## 1. Premises and notation

The Si/dielectric interface is the plane $z=0$. Hot carriers break Si–H bonds only on a patch $P$ of area $A$ near the drain, of length $a$ along the channel and width $W$ equal to the device width. $N$ is the interface-trap density $N_{it}$ (cm$^{-2}$), $N_0$ the initial Si–H density, $n$ the concentration of atomic hydrogen (cm$^{-3}$) and $D$ its diffusivity (cm$^2$/s). The time exponent is $m = d\ln N/d\ln t$. The premises are those of the reaction-diffusion model of Jeppson and Svensson (1977), applied to a finite patch.

**P1.** On $P$, $\dot N = k_F(N_0-N) - k_R N n$, with $k_F$ (s$^{-1}$) and $k_R$ (cm$^3$/s) constant and $n$ taken at $z=0$. Outside $P$ there is no reaction. $N=0$ at $t=0$.

**P2.** Each broken bond releases one neutral H atom into $z>0$, a uniform half-space with $\partial_t n = D\nabla^2 n$. Silicon reflects, so $-D\,\partial_z n = \dot N$ on $P$ and zero elsewhere.

**P3.** Quasi-equilibrium: $N\ll N_0$ and $\dot N\ll k_FN_0$, so P1 reduces to
$$N\,n = K,\qquad K = k_FN_0/k_R\quad(\text{cm}^{-5}).\tag{1}$$

**P4.** For strip and spot, $N$ is taken uniform on $P$ and $n$ in (1) is its average over $P$. Section 6 bounds the effect of this closure.

## 2. Reduction to an integral equation

An atom released at the reflecting plane gives, a time $\tau$ later and at distance $r$, the free Gaussian plus its image:
$$G(r,\tau)=\frac{2}{(4\pi D\tau)^{3/2}}\,e^{-r^2/4D\tau}.$$
The diffusion problem is linear, so on the interface
$$n(\mathbf x,t)=\int_0^t d\tau\int_P d^2x'\,G(|\mathbf x-\mathbf x'|,\tau)\,\dot N(\mathbf x',t-\tau).\tag{2}$$
It is convenient to define a back-diffusion length $\ell$ by $n=\ell\dot N/D$. With $\dot N=mN/t$, equation (1) becomes
$$N^2=\frac{KDt}{m\,\ell}.\tag{3}$$
The geometry enters only through the growth of $\ell$ with time.

**An exact response.** Let the release rate vary as $t^{-1/2}$, and put $b=r^2/4D$ and $\tau=t/(1+w)$. Then $\tau^{-3/2}(t-\tau)^{-1/2}|d\tau| = t^{-1}w^{-1/2}dw$ and $e^{-b/\tau}=e^{-b/t}e^{-bw/t}$. The $w$ integral from $0$ to $\infty$ is $\sqrt{\pi t/b}$, so
$$\int_0^t \frac{G(r,\tau)}{\sqrt{t-\tau}}\,d\tau=\frac{1}{\sqrt t}\,\frac{e^{-r^2/4Dt}}{2\pi D r}.\tag{4}$$
For a $t^{-1/2}$ source the profile is the steady $1/r$ field of the instantaneous rate, cut off at the diffusion length. Under P4 such a source has
$$\ell(t)=\frac{1}{2\pi A}\int_P\!\int_P \frac{e^{-r^2/4Dt}}{r}\,d^2x\,d^2x'.\tag{5}$$

## 3. Planar source, $Dt\ll a^2, W^2$

Integrating $G$ over the whole plane gives $2(4\pi D\tau)^{-3/2}\,4\pi D\tau=(\pi D\tau)^{-1/2}$. Insert $N=Ct^m$ in (2) and set $\tau=tu$:
$$n=\frac{mC\,t^{m-1/2}}{\sqrt{\pi D}}\int_0^1u^{-1/2}(1-u)^{m-1}du=\frac{mC\,t^{m-1/2}}{\sqrt D}\,\frac{\Gamma(m)}{\Gamma(m+\frac12)}.$$
The product $Nn$ varies as $t^{2m-1/2}$, and (1) requires it constant, so $m=1/4$. Matching the constant,
$$N^2=\frac{4\Gamma(3/4)}{\Gamma(1/4)}K\sqrt{Dt}=1.352\,K\sqrt{Dt},\qquad N=1.163\,K^{1/2}(Dt)^{1/4}.\tag{6}$$
This solves (1) and (2) exactly. By (3), $\ell=4\sqrt{Dt}/1.352=2.96\sqrt{Dt}$. This is the geometry of bias-temperature instability, where the whole gate area is stressed.

## 4. Strip source, $a^2\ll Dt\ll W^2$

Try $\dot N\propto t^{-1/2}$ with a slowly varying amplitude. Integrate (4) along the strip at transverse separation $x$, with $y=|x|\sinh\eta$ and $\beta=x^2/4Dt$:
$$\int_{-\infty}^{\infty}\frac{e^{-(x^2+y^2)/4Dt}}{\sqrt{x^2+y^2}}dy=\int_{-\infty}^{\infty} e^{-\beta\cosh^2\eta}d\eta=e^{-\beta/2}K_0(\beta/2),$$
where $\cosh^2\eta=(1+\cosh2\eta)/2$ was used and $K_0$ is the modified Bessel function. For $\beta\ll1$, $K_0(\beta/2)\to\ln(16Dt/x^2)-\gamma$, with $\gamma$ Euler's constant. The separation of two points on $[0,a]$ has density $2(a-x)/a^2$, so $\langle\ln x\rangle=\ln a-3/2$. Hence
$$\ell=\frac{a\Lambda}{2\pi},\qquad \Lambda=\ln\frac{16\,e^{3-\gamma}Dt}{a^2}=\ln\frac{180\,Dt}{a^2}.\tag{7}$$
Equation (1) reads $N\dot N=2\pi KD/(a\Lambda)$. Since $d\Lambda/dt=1/t$, integration by parts gives $\int dt/\Lambda=(t/\Lambda)(1+1/\Lambda+\dots)=t/[\Lambda-1+O(1/\Lambda)]$, and
$$N^2=\frac{4\pi KDt}{a(\Lambda-1)},\qquad m=\frac{2\pi KDt}{a\Lambda N^2}=\frac12\left(1-\frac1\Lambda\right).\tag{8}$$
To leading order $N\propto[t/\ln(Dt/a^2)]^{1/2}$.

The trial form must be checked, since $m$ is not exactly $1/2$. For $D\tau\gg a^2$ the strip kernel is $a/(2\pi D\tau)$, and the history of the source enters $\Lambda$ through $\int_0^1[(1-u)^{m-1}-1]\,du/u=-\psi(m)-\gamma$, with $\psi$ the digamma function. Lowering $m$ from $1/2$ by $1/(2\Lambda)$ raises $\Lambda$ by $\psi'(\tfrac12)/(2\Lambda)=\pi^2/(4\Lambda)$, which is of the order already dropped. At $Dt/a^2=100$, $\Lambda=9.80$, the shift is $0.25$, and $m=0.45$, with omitted terms of order $1/(2\Lambda^2)=0.005$. Across the strip $n$ varies by a fraction of order $1/\Lambda$, so dropping P4 changes only the constant under the logarithm.

## 5. Spot source, $Dt\gg a^2, W^2$

For a finite patch the exponential in (5) can be expanded, and the first term is a constant:
$$\ell(t)=\ell_u\left(1-\frac{\tau_1}{t}+\dots\right),\qquad \ell_u=\frac{1}{2\pi A}\int_P\!\int_P\frac{d^2x\,d^2x'}{r},\qquad \tau_1=\frac{A\bar r}{8\pi D\ell_u},\tag{9}$$
where $\bar r$ is the mean distance between two points of $P$. With $\ell=\ell_u$, (1) gives $N\dot N=KD/\ell_u$, so
$$N=\left(\frac{2KDt}{\ell_u}\right)^{1/2},\qquad m=\frac12.\tag{10}$$
The rate is then proportional to $t^{-1/2}$, as assumed in (5), so the solution is consistent.

**Disc of radius $R$.** A double integral of $f(r)$ over $P$ equals $\int f(r)\,S(r)\,2\pi r\,dr$, where $S$ is the overlap area of $P$ with its copy shifted by $r$. For the disc, with $u=r/2R$, $S=2R^2[\arccos u-u\sqrt{1-u^2}]$. The integrals over $0<u<1$ are elementary:
$$\int S\,dr=4R^3\left(1-\tfrac13\right)=\tfrac83R^3,\qquad \int r^2S\,dr=16R^5\left(\tfrac29-\tfrac2{15}\right)=\tfrac{64}{45}R^5 .$$
Therefore $\ell_u=\frac83R^3/(\pi R^2)=8R/3\pi=0.849R$, and $\tau_1=\frac{64}{45}R^5/(4D\cdot\frac83R^3)=2R^2/15D$.

**Square of side $a$.** Here $S=(a-|x|)(a-|y|)$. In polar coordinates over one octant, the radial integral to $a/\cos\theta$ is $a^3[1/(2\cos\theta)-\sin\theta/(6\cos^2\theta)]$. Integrating to $\theta=\pi/4$ and multiplying by 8,
$$\ell_u=\frac{a}{2\pi}\left[4\ln(1+\sqrt2)-\tfrac43(\sqrt2-1)\right]=0.473\,a .$$
The disc of equal area, $R=a/\sqrt\pi$, gives $0.479\,a$, so the shape of a compact spot matters little.

**Long rectangle, $W\gg a$.** The integral along the width is $2\int_0^W(W-y)(x^2+y^2)^{-1/2}dy\to2W[\ln(2W/x)-1]$. Averaging $\ln x$ as before, $\ell_u=(a/\pi)[\ln(2W/a)+\tfrac12]$. Comparison with (7) shows that the logarithm of the strip stops growing, at the value $2\ln(2W/a)+1$, once the diffusion length passes the device width.

**Approach to the asymptote.** Inserting (10) in (9) gives $Nn=K(1-\tau_1/t)$; there is no term in $t^{-1/2}$. Write $N=N^{(0)}+\delta N$ with $N^{(0)}$ from (10). The local response to $\delta N$ is $\ell_u\,\delta\dot N/D$. A constant $\delta N$ is excluded, because it would leave an unbalanced term of order $t^{-1/2}$ in $Nn$. The non-local response comes from the tail $\tau^{-3/2}$ of the kernel acting on the accumulated release $\delta N$, and adds a term of order $\delta N/t$ to $Nn$, which is below order $1/t$ when $\delta N\to0$. To order $1/t$, then, $(\ell_u/2D)\,d(N^2)/dt=K(1+\tau_1/t)$, and for the disc
$$N^2=\frac{2KD}{\ell_u}\left[t+\tau_1\ln\frac{Dt}{R^2}+t_0\right].\tag{11}$$
The offset $t_0$ records the early planar stage and is not fixed by this expansion. It is a pure number times $R^2/D$, the only time in (1) and (2). The exponent tends to $1/2$ with a deviation of order $(R^2/Dt)\ln(Dt/R^2)$, far faster than for the strip.

**Why the exponent is not $3/4$.** A common estimate fills a volume $(Dt)^{d/2}$ with the concentration $n$ at the source, which gives $N^2\propto(Dt)^{d/2}$ and $m=d/4$, with $d=1,2,3$ for plane, strip and spot. It is right for $d=1$, misses the logarithm for $d=2$ and fails for $d=3$. By (4) the concentration far from the spot is $A\dot N e^{-r^2/4Dt}/(2\pi Dr)$, which is smaller than the source value $\ell_u\dot N/D$ by a factor of order $R/r$. Its content is $\int_0^\infty 2\pi r^2\,dr$ of that profile, equal to $2A\dot Nt=AN$, as conservation requires. In terms of the source concentration this is $2ADt\,n/\ell_u$, proportional to $Dt$ and not to $(Dt)^{3/2}$. In this model geometry alone cannot raise the quasi-equilibrium exponent above $1/2$.

## 6. Removing the uniform closure for the disc

Without P4, at long times $N=f(\mathbf x)\sqrt t$, and (4) gives $n=\hat Gf/(2D\sqrt t)$, where $\hat G$ is the integral operator on $P$ with kernel $1/(2\pi r)$. Equation (1) holds pointwise:
$$f\,\hat Gf=c,\qquad c=2KD.\tag{12}$$
The exponent $1/2$ is unchanged. Define $\ell_{\rm eff}$ by $\bar f^{\,2}=c/\ell_{\rm eff}$, with $\bar f$ the mean of $f$, and take a positive solution of (12) as given. $\hat G$ is symmetric and positive, since its two-dimensional Fourier transform is $1/k$. Write $\langle g,h\rangle=\int_Pgh\,d^2x$.

*Lower bound on $\ell_{\rm eff}$.* Take $\sigma=(R^2-|\mathbf x|^2)^{-1/2}$. In polar coordinates about any point of the disc, the factor $1/r$ cancels the Jacobian, and each chord, with ends $s_\pm$, contributes $\int ds\,[(s_+-s)(s-s_-)]^{-1/2}=\pi$. The chord directions span an angle $\pi$, so $\hat G\sigma=\pi^2/2\pi=\pi/2$ everywhere, while $\int\sigma=2\pi R$. The Cauchy–Schwarz inequality $\langle f,\hat G\sigma\rangle^2\le\langle f,\hat Gf\rangle\langle\sigma,\hat G\sigma\rangle$ reads $(\pi A\bar f/2)^2\le cA\,\pi^2R$. Thus $\bar f^{\,2}\le4Rc/A$ and $\ell_{\rm eff}\ge\pi R/4=0.785R$.

*Upper bound.* Let $E[g]=\frac12\langle g,\hat Gg\rangle-c\int\ln g$. For any positive $g$, using $\hat Gf=c/f$,
$$E[g]-E[f]=\tfrac12\langle g-f,\hat G(g-f)\rangle+c\int\left[\frac gf-1-\ln\frac gf\right]\ge0 .$$
Choose the constant $g=\sqrt{c/\ell_u}$. Then $\langle g,\hat Gg\rangle=cA=\langle f,\hat Gf\rangle$, so the inequality says that the mean of $\ln f$ is at least $\ln g$. Jensen's inequality gives $\ln\bar f\ge\overline{\ln f}$, hence $\bar f\ge g$ and $\ell_{\rm eff}\le\ell_u$.

The mean trap density therefore lies between (10) and $\sqrt{32/3\pi^2}=1.04$ times (10).

## 7. Relaxing quasi-equilibrium for the spot

For a spot $\ell$ does not grow, so P3 has to be tested. Put $n=\ell_u\dot N/D$ in P1:
$$\dot N\left(1+\frac{N}{N_*}\right)=k_F(N_0-N),\qquad N_*=\frac{D}{k_R\ell_u}.\tag{13}$$
Since $(1+N/N_*)/(N_0-N)=(1+N_0/N_*)/(N_0-N)-1/N_*$, the equation integrates to
$$k_Ft=-\left(1+\frac{N_0}{N_*}\right)\ln\left(1-\frac N{N_0}\right)-\frac N{N_*},\qquad m=\frac{k_Ft\,(N_0-N)}{N(1+N/N_*)}.\tag{14}$$
For $N\ll N_0$ the first relation is $N+N^2/2N_*=k_FN_0t$. It gives $m=1$ for $N\ll N_*$, where hydrogen escapes without return, and reproduces (10), $N^2=2N_*k_FN_0t$, for $N\gg N_*$. Quasi-equilibrium thus needs
$$N_*\ll N\ll N_0.\tag{15}$$

$N_*$ has a floor. A dangling bond that captures every atom reaching a hemisphere of radius $\rho$ sets up $n(1-\rho/r)$ around itself and draws the current $2\pi\rho Dn$. In a uniform medium $k_R\le2\pi\rho D$, so $N_*\ge1/(2\pi\rho\ell_u)$, whatever $D$ is. Recapture by the parent bond is counted in $k_F$, which is the rate of release followed by escape from that bond. The smaller the spot, the narrower the window (15).

For $m\ne1/2$ the steady relation has a correction in $t^{-1/2}$. The patch-integrated kernel has the tail $\kappa\tau^{-3/2}$ with $\kappa=2A(4\pi D)^{-3/2}$. For a power-law history, subtracting the current rate inside (2) and the part of the steady integral beyond $t$ gives
$$n-\frac{\ell_u\dot N}{D}=\frac{\kappa\dot N}{\sqrt t}\left\{\int_0^1\frac{(1-u)^{m-1}-1}{u^{3/2}}du-2\right\}.$$
The brace equals $\Gamma(-\frac12)\Gamma(m)/\Gamma(m-\frac12)$, which is $0$ at $m=1/2$, as (4) demands, and $-2$ at $m=1$. For the disc the relative change of $\ell$ at $m=1$ is $-(3\sqrt\pi/16)R/\sqrt{Dt}=-0.332\,R/\sqrt{Dt}$.

## 8. Result and range of validity

| Source | Regime | $\ell$ | $N^2/K$ | $m$ |
|---|---|---|---|---|
| plane | $Dt\ll a^2,W^2$ | $2.96\sqrt{Dt}$ | $1.352\sqrt{Dt}$ | $1/4$ |
| strip | $a^2\ll Dt\ll W^2$ | $a\Lambda/2\pi$ | $4\pi Dt/[a(\Lambda-1)]$ | $\frac12(1-1/\Lambda)$ |
| spot | $Dt\gg a^2,W^2$ | $\ell_u$ | $2Dt/\ell_u$ | $1/2$ |

One kinetic scheme gives $1/4$ for uniform bias stress and values near $1/2$ for localized hot-carrier damage. The limits are these.

1. Condition (15) must hold, with the $\ell$ of the regime in $N_*$.
2. The medium must be uniform over a distance large compared with $R$. A real gate stack is layered, and isolation oxide beside a narrow channel opens more than a half-space. A different solid angle changes $\ell_u$, not $m$. An absorbing hemisphere at radius $L\gg R$ replaces $1/r$ by $1/r-1/L$ once $Dt\gg L^2$ and lowers $\ell_u$ by $A/2\pi L$, a fraction $3\pi R/16L$ for the disc. A plane with a sink at depth $L$ has $\ell=L$ and also gives $m=1/2$, so this exponent does not identify the geometry.
3. The species must be neutral atomic H with normal diffusion. If H$_2$ diffuses in equilibrium with H at the interface, $n_{\rm H_2}\propto n^2\propto N^{-2}$. Then $N\propto n_{\rm H_2}\sqrt{Dt}$ gives $m=1/6$ for the plane, and $\dot N\propto n_{\rm H_2}$ gives $m=1/3$ for the spot.
4. $k_F$ must be constant in time and sharply bounded in space. A distribution of bond energies, a patch that spreads, or feedback of trapped charge on the lateral field changes $m$ independently of diffusion.
5. The continuum equations need $NA\gg1$ and a trap spacing large compared with $\rho$.
6. $m$ refers to $N$. Drain-current or threshold shifts follow it only while they are linear in $N$.

## 9. Numerical illustration: narrow-width device

Assumed inputs: $a=W=100$ nm, $D=10^{-12}$ cm$^2$/s as an effective value, $\rho=0.5$ nm, $N_0=5\times10^{12}$ cm$^{-2}$ as a typical Si–H density, and $k_R$ at its upper limit, the case most favourable to quasi-equilibrium. The rate $k_F=4\times10^{-5}$ s$^{-1}$ was chosen so that $N$ reaches about $10^{12}$ cm$^{-2}$, a typical local level of strong hot-carrier damage, at $10^4$ s.

The equal-area disc has $R=56.4$ nm, $\ell_u=47.9$ nm and lower bound $\pi R/4=44.3$ nm; the square has $\ell_u=47.3$ nm. Then $k_R=3.14\times10^{-19}$ cm$^3$/s, $K=6.37\times10^{26}$ cm$^{-5}$, $N_*=0.665\times10^{12}$ cm$^{-2}$, $R^2/D=31.8$ s and $\tau_1=4.2$ s. At $t=10^4$ s, $Dt/R^2=314$ and the logarithmic term of (11) is $0.002$ of $t$, so the spot regime is well established. A sink at $L=1$ µm would lower $\ell_u$ by a fraction $0.03$.

Quasi-equilibrium formulas at $t=10^4$ s for the same $K$ and $D$, the strip having $a=100$ nm and $\Lambda=9.80$ (densities in $10^{12}$ cm$^{-2}$):

| Source | $\ell$ | $N$ | $N_*$ | $m$ |
|---|---|---|---|---|
| plane | 2.96 µm | 0.29 | 0.011 | 1/4 |
| strip | 156 nm | 0.95 | 0.20 | 0.45 |
| spot | 47.9 nm | 1.6 | 0.665 | 1/2 |

A smaller source loses its hydrogen more easily and degrades more per unit area. But $N/N_*$ is large only for the plane, and $N/N_0$ is not small for the spot, so the spot needs (14). With $N_{\rm QE}=(2N_*N_0k_Ft)^{1/2}$ for comparison:

| $N$ | $t$ (s) | $m$ | $N_{\rm QE}$ |
|---|---|---|---|
| 0.1 | $5.4\times10^2$ | 0.93 | 0.38 |
| 0.5 | $3.6\times10^3$ | 0.75 | 0.98 |
| 1 | $9.9\times10^3$ | 0.63 | 1.6 |
| 2 | $3.4\times10^4$ | 0.50 | 3.0 |
| 3 | $8.2\times10^4$ | 0.40 | 4.7 |

The transient correction is largest in the first row, where it changes $\ell$ by the fraction $-0.08$ at most. It acts only on the term $N/N_*=0.15$ of (13) and so changes $\dot N$ by about $0.01$ of its value. At $N=10^{12}$ cm$^{-2}$ the patch holds 100 traps, enough for a continuum mean, with a device-to-device scatter of roughly $100^{-1/2}=0.1$.

At $10^4$ s equation (14) gives $N=1.0\times10^{12}$ cm$^{-2}$, the level to which $k_F$ was set, while (10) gives $1.6\times10^{12}$ cm$^{-2}$. The two terms dropped in P3 are thus comparable with the result. The exponent falls steadily from near 1 and passes $1/2$ without a plateau. These numbers are the model's, not those of a particular technology. As typical knowledge, hot-carrier exponents lie roughly between 0.3 and 0.7 and fall with stress time, a range that holds the later rows but not the first two, where the model is steeper, and bias-instability exponents taken with little recovery delay are typically near $1/6$, which the planar atomic-H value exceeds by a factor $1.5$.